Overlap-eigenvalue theorem of extended Hückel theory and its inversion for H₃⁺

Statement

Take N normalised orbitals with overlap matrix S, a common diagonal element H_ii = α < 0, and the Wolfsberg–Helmholz rule H_ij = KαS_ij (i ≠ j) with K > 1. The total energy W is the sum of occupied levels. Define A = Kα and B = −α(K − 1) > 0, so that α = A + B.

(a) The levels are E_n = α[K − (K − 1)/s_n] = A + B/s_n, with s_n the eigenvalues of S. They lie above Kα and diverge to +∞ as s_n → 0.
(b) Sum rule: Σ_n 1/(E_n − A) = N/B in every geometry.
(c) With 1s orbitals and two electrons, W falls monotonically as the molecule shrinks, so there is no bond length.

Proof

The rule gives H = α[(1 − K)I + KS] = AS + BI. If Sc = sc, then Hc = (As + B)c = (A + B/s)Sc, which solves Hc = ESc. S is positive definite, so s > 0 and E > A. Since s_n = B/(E_n − A) and tr S = N, (b) follows.

For 1s Slater orbitals of exponent ζ at distance R, with ρ = ζR, S(ρ) = e^(−ρ)(1 + ρ + ρ²/3) and dS/dρ = −ρ(1 + ρ)e^(−ρ)/3 < 0. The eigenvector of the largest eigenvalue s_max has positive components, so ds_max = Σ c_i c_j dS_ij > 0 on contraction, and W = 2(A + B/s_max) falls until s_max = N. For H₂, W = 2α(1 + KS)/(1 + S) → (1 + K)α at R = 0. For H₃⁺, W → 2α(2K + 1)/3.

With neighbour overlap S₁ and end-to-end overlap S₂, equilateral H₃⁺ has s_a = 1 + 2S₁ and s_e = 1 − S₁ (twice). Symmetric linear H₃⁺ has s₂ = 1 − S₂, while s₁ and s₃ are the eigenvalues of the block with diagonal 1 + S₂, 1 and coupling √2 S₁, so s₁s₃ = 1 + S₂ − 2S₁². For small ρ, s_e ≈ ρ²/6 and E_e ≈ A + 6B/ρ².

Data

The following extended Hückel levels were made for the exercise and rounded to 0.01 eV. Both structures have the neighbour distance R = 0.90 Å, taken as exact.

triangle: E_a = −18.85 eV (a₁′), E_e = −2.08 eV (e′, twofold)
linear: E₁ = −18.21 eV (1σg), E₂ = −11.89 eV (1σu), E₃ = +8.27 eV (2σg)

Sought are α, K, S₁, S₂ and ζ.

Inversion

Equating the two sum rules removes B and all overlaps:

f(A) = 1/(E_a − A) + 2/(E_e − A) − 1/(E₁ − A) − 1/(E₂ − A) − 1/(E₃ − A) = 0.

The root nearest below E_a is A = −23.813 eV (unrounded values are carried throughout). Then B = 3/[1/(E_a − A) + 2/(E_e − A)] = 10.221 eV, α = −13.592 eV and K = A/α = 1.752. The overlap eigenvalues are s_a = 2.059, s_e = 0.470, s₁ = 1.824, s₂ = 0.857, s₃ = 0.319. Hence S₂ = 0.143, and S₁ = 0.5297 from the triangle against 0.5299 from s₁s₃. Solving S(ρ) = 0.5297 gives ρ = 2.214 and ζ = 2.460 Å⁻¹. This predicts S(2ρ) = 0.143, a test of the Slater form that the inversion did not use.

Uniqueness

The triangle alone fixes nothing: every A below E_a yields a B and an S₁ that reproduce its two levels. With both structures, clearing denominators leaves a cubic, because the weights 1, 2, −1, −1, −1 sum to zero and cancel the quartic term. One root lies between E₁ and E₂, where s_a and s_e have opposite signs, which a positive definite S forbids. Another, A = −153 eV with K ≈ 19, gives S₂ = −0.027, impossible for 1s orbitals. For the stated level assignment the solution is therefore unique.

Propagation of errors

With weights w_i and d_i = E_i − A, ∂A/∂E_i = (w_i/d_i²)/D, where D = Σ w_j/d_j² = 0.0050 eV⁻². The chain rule gives, for E_a, E_e, E₁, E₂, E₃ in turn:

∂A/∂E_i: 8.2, 0.9, −6.4, −1.4, −0.2
∂α/∂E_i: −3.2, −0.3, 3.6, 0.8, 0.1
∂K/∂E_i (eV⁻¹): −1.01, −0.11, 0.93, 0.21, 0.03

The amplification arises because the terms of the two bonding levels, 0.0406 and 0.0319 eV⁻², largely cancel in D. Independent rounding errors have the standard deviation 0.01 eV/√12 = 0.0029 eV, which gives

A = −23.81 ± 0.03 eV, α = −13.592 ± 0.014 eV, K = 1.752 ± 0.004, S₁ = 0.5297 ± 0.0014, ζ = 2.460 ± 0.006 Å⁻¹.

The two values of S₁ are strongly correlated. Their difference, 0.0002, has a standard deviation of 0.00016, so the redundant datum is consistent. A common shift of all levels moves A and α by that shift and leaves the overlaps unchanged.

Collapse and limits

At 0.90 Å, W = −37.70 eV for the triangle and −36.42 eV for the chain, a gap of 1.28 eV. Both connect 2α = −27.2 eV at infinite separation to −40.8 eV at R = 0, so the triangle still gains 3.1 eV by collapsing. H₂ ends at −37.4 eV.

The omitted proton repulsion e²/(4πε₀R) is 16.0 eV per neighbour pair: 48.0 eV in the triangle and 40.0 eV in the chain. It diverges at R = 0, and its difference of 8.0 eV exceeds the gap; attraction and electron-repulsion terms that a fixed α cannot follow offset it in the real ion. Real H₃⁺ is a triangle of finite size, so the zero bond length is a qualitative failure. The gap underestimates the real energy cost of linearity by tens of per cent, and |E_a| underestimates the ionisation energy of the cation by tens of per cent as well.